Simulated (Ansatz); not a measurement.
# A series in volume per atom on W

Equation of state of a cubic crystal from periodic Kohn-Sham density functional theory without spin; pressure corrected for the finite basis. The results are calculated, by Ansatz 0.2.0 development build.

Cell of the first row (space group Im-3m, No. 229):
```
W
1.0
     -1.5597     1.5597     1.5597
      1.5597    -1.5597     1.5597
      1.5597     1.5597    -1.5597
W
1
Direct
  0.00000 0.00000 0.00000
```

Settings of every row: formula W; structure type bcc; functional PBE; spin treatment none; k mesh 24x24x24; occupation method fermi-dirac; occupation width 0.061225619 eV; wave cutoff 700 eV; datasets hard PAW; density cutoff ratio 4.

Limits: modest k-mesh, values are not fully converged in k; the SCF threshold is loose for a stress in some rows; no spin-orbit coupling, which can matter with elements this heavy.

```
row  volume per atom (Å³)  pressure (GPa)  energy above lowest point (meV/atom)
  1                15.178           20.99                                 59.76
  2                15.501          13.214                                 25.43
  3                15.824           6.194                                  5.99
  4                16.147          -0.146                                     0
  5                 16.47           -5.87                                  6.16
  6                16.793         -11.034                                 23.29
  7                17.116               ?                                     ?
```

Question: what pressure and energy above lowest point should row 7 give?

Worked fit of pressure. Take u = (V_r/V)^(2/3) − 1 with V_r = 15.985 Å³ an atom, which is twice the finite (Eulerian) strain; such expansions in the strain, on which the Birch-Murnaghan equation of state is built, carry the rest volume and the bulk modulus. The shown rows have u = 0.03514, 0.02071, 0.00677, -0.0067, -0.01973, -0.03234. Least squares give pressure = 2.9528 + 470.484 × u + 1195.41 × u² + 646 × u³ GPa; a parabola predicts inner rows, each left out in turn, worse (root mean square 0.0081 against 0.0017 GPa). The rows lie off it by 0.000, -0.001, 0.001, 0.000, -0.001, 0.000. The pressure vanishes at u = -0.0064, or V = 16.14 Å³ an atom, and there the bulk modulus at fixed shape and fractions is B = −V dP/dV = (2/3)(1 + u) dP/du = 302 GPa. The withheld row has u = -0.04455, so the fit gives 2.9528 + 470.484 × (-0.04455) + 1195.41 × (-0.04455)² + 646 × (-0.04455)³ = -15.692 GPa.

The calculation gave -15.69 GPa. The fit lies 0.002 GPa (0.0055 % of the column's range) below it; its largest miss of a shown row is 0.001 GPa. This row lies beyond the range of the fit.

Worked fit of energy above lowest point. Take u = (V_r/V)^(2/3) − 1 with V_r = 15.985 Å³ an atom, which is twice the finite (Eulerian) strain; such expansions in the strain, on which the Birch-Murnaghan equation of state is built, carry the rest volume and the bulk modulus. The shown rows have u = 0.03514, 0.02071, 0.00677, -0.0067, -0.01973, -0.03234. Least squares give energy above lowest point = 1.409 + 442.1 × u + 34630.9 × u² + 1215 × u³ meV/atom; a parabola predicts inner rows, each left out in turn, worse (root mean square 0.015 against 0.0025 meV/atom). All shown rows lie on it to the printed digit. Its lowest point lies at u = -0.0064, or V = 16.14 Å³ an atom, and the curvature there gives the bulk modulus at fixed shape and fractions, B = (4/9)(1 + u)² E″(u)/V = 301 GPa. The withheld row has u = -0.04455, so the fit gives 1.409 + 442.1 × (-0.04455) + 34630.9 × (-0.04455)² + 1215 × (-0.04455)³ = 50.34 meV/atom.

The calculation gave 50.3 meV/atom. The fit lies 0.04 meV/atom (0.067 % of the column's range) above it; its largest miss of a shown row is 0.00 meV/atom. This row lies beyond the range of the fit.
